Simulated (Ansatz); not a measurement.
**Equilibrium of BrF + SiH3(SnH3) ⇌ SiH3F + SnH3Br at process temperatures**

Gas-phase species: BrF (bromine fluoride), singlet; SiH3(SnH3), singlet; SiH3F `F[SiH3]`, singlet; SnH3Br `[Br][SnH3]`, singlet. The partners trade Br for SiH3: F–Br and Sn–SiH3 bonds give way to F–SiH3 and Sn–Br.

The electronic reaction energy at CCSD(T)/def2-TZVPP is -444.5 kJ/mol. Shapes: PBE0-D4/def2-TZVP. Programs: Ansatz 0.2.0. Enthalpy and entropy come from rigid-rotor, harmonic-oscillator sums on unscaled PBE0-D4/def2-TZVP wavenumbers, ideal gases at 1 bar. Symmetry numbers: BrF 1, SiH3(SnH3) 3, SiH3F 3, SnH3Br 3. R = 8.3145 J/(mol K).

```
T (K)  ΔH (kJ/mol)  ΔS (J/(mol K))
  600       -443.3           -16.6
  800            ?               ?
 1000       -446.1           -20.3
```

Work out ln K at 600 and 1000 K, and from these estimate it at 800 K.


1. 600 K: ΔG = -443.3 − 600 × (-16.6)/1000 = -433.3 kJ/mol; ln K = −ΔG/RT = +86.86.
2. 1000 K: ΔG = -446.1 − 1000 × (-20.3)/1000 = -425.8 kJ/mol; ln K = −ΔG/RT = +51.21.
3. Slope against 1000/T: (+51.21 − (+86.86))/(1.0000 − 1.6667) = +53.47, that is −ΔH/R with ΔH near -445 kJ/mol.
4. 800 K: ln K = +86.86 + (+53.47) × (1.2500 − 1.6667) = +64.58.

The full sums give ΔH = -444.8 kJ/mol, ΔS = -18.8 J/(mol K), ΔG = -429.8 kJ/mol and ln K = +64.62 at 800 K, so the line is off by -0.04 in ln K; without rounding the miss is -0.03, from the change of ΔH with temperature. The products are favoured over this whole range. An error of 10 kJ/mol in the energy moves ln K by 1.5 at 800 K. Soft modes are treated as harmonic, which can err either way at these temperatures; the lowest are those of SiH3(SnH3) (90 cm⁻¹), SnH3Br (258 cm⁻¹). Other reactions of these species are left aside. For atoms past krypton def2 sets carry core potentials with scalar relativity. Relativity is left out for Br. Outer-core shells of Br, Sn are correlated, in sets that cover them unevenly.

The exchange is driven almost entirely by enthalpy. BrF holds a fairly weak interhalogen bond with bromine formally positive, and the Si–Sn bond is weak and nearly nonpolar. The reaction is in effect a redox step: bromine is reduced to bromide while the Si–Sn bond is oxidised, and both new bonds are polar. The very strong Si–F bond, with its large electronegativity difference and compact fluorine 2p orbitals, probably supplies most of the gain.

Entropy opposes the reaction only slightly, since two molecules give two molecules. The fall of ln K from +86.86 to +51.21 is therefore mainly the usual response of an exothermic equilibrium to heating, not a weakening of the bonding preference. The slow drift of ΔH to more negative values means that the products have the lower heat capacity. This fits the conversion of one vibration into a rotation when a diatomic and a polyatomic molecule give two nonlinear polyatomics, probably helped by stiffer remaining modes. The size of K says nothing about the barrier or the rate.
